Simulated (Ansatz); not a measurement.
# In: energy change per atom and pressure as volume scale varies

Results calculated with Ansatz 0.2.0, not measured. Plane-wave DFT, scalar-relativistic PAW made under PBE with cores redone for the functional, no dispersion; the given relaxed cell is scaled uniformly, energy at zero smearing counts from the unscaled cell, pressure at the given Fermi-Dirac smearing is positive in compression.

The cell before it is scaled or strained (space group P6_3/mmc, No. 194):
```
In
1.0
      3.3163     0.0000     0.0000
     -1.6582     2.8720     0.0000
      0.0000     0.0000     5.3937
In
2
Direct
  0.33333 0.66667 0.25000
  0.66667 0.33333 0.75000
```

Settings of every row: spin polarised no; functional PBEsol; wave cutoff 420 eV; smearing width 0.1 eV; k mesh 12x12x7.

Atom starting moment: 0 on all atoms.

Limits: the cell comes from a prototype or a list of computed structures and needn't be the stable phase.

| row | volume scale | V (Å³/atom) | energy change per atom (meV) | pressure (GPa) |
| --- | --- | --- | --- | --- |
| 1 | 0.88 | 22.604 | 65.76 | 7.84 |
| 2 | 0.92 | 23.631 | ? | ? |
| 3 | 0.96 | 24.658 | 5.97 | 2.02 |
| 4 | 1.04 | 26.713 | 5.38 | -1.52 |
| 5 | 1.08 | 27.741 | 19.5 | -2.72 |
| 6 | 1.12 | 28.768 | 40.36 | -3.65 |

Question: what energy change per atom and pressure should row 2 give?

Worked fit of energy change per atom. Take u = (V_r/V)^(2/3) − 1 with V_r = 26.713 Å³ an atom, which is twice the finite (Eulerian) strain; such expansions in the strain, on which the Birch-Murnaghan equation of state is built, carry the rest volume and the bulk modulus. The shown rows have u = 0.11778, 0.05482, 0, -0.02486, -0.04821. Least squares give energy change per atom = 4.787 − 382.041 × u + 7621.76 × u² meV; a straight line predicts inner rows, each left out in turn, worse (root mean square 26 against 1.3 meV). The rows lie off it by 0.24, -0.78, 0.59, 0.51, -0.56 (root mean square 0.56 meV). The withheld row has u = 0.08516, so the fit gives 4.787 − 382.041 × (0.08516) + 7621.76 × (0.08516)² = 27.53 meV.

The calculation gave 26.53 meV. The fit lies 1.00 meV (3.8 % of the value, 1.7 % of the column's range) above it; its largest miss of a shown row is 0.78 meV.

Worked fit of pressure. Take u = (V_r/V)^(2/3) − 1 with V_r = 26.713 Å³ an atom, which is twice the finite (Eulerian) strain; such expansions in the strain, on which the Birch-Murnaghan equation of state is built, carry the rest volume and the bulk modulus. The shown rows have u = 0.11778, 0.05482, 0, -0.02486, -0.04821. Least squares give pressure = −1.547 + 53.671 × u + 220.18 × u² GPa; a straight line predicts inner rows, each left out in turn, worse (root mean square 0.74 against 0.062 GPa). The rows lie off it by 0.01, -0.04, 0.03, 0.03, -0.03. The pressure vanishes at u = 0.0260, or V = 25.7 Å³ an atom, and there the bulk modulus at fixed shape and fractions is B = −V dP/dV = (2/3)(1 + u) dP/du = 44.6 GPa. Letting shape and atoms relax would as a rule lower it, by much in layered, chain or molecular crystals. The withheld row has u = 0.08516, so the fit gives −1.547 + 53.671 × (0.08516) + 220.18 × (0.08516)² = 4.62 GPa.

The calculation gave 4.57 GPa. The fit lies 0.05 GPa (1.1 % of the value, 0.44 % of the column's range) above it; its largest miss of a shown row is 0.04 GPa.
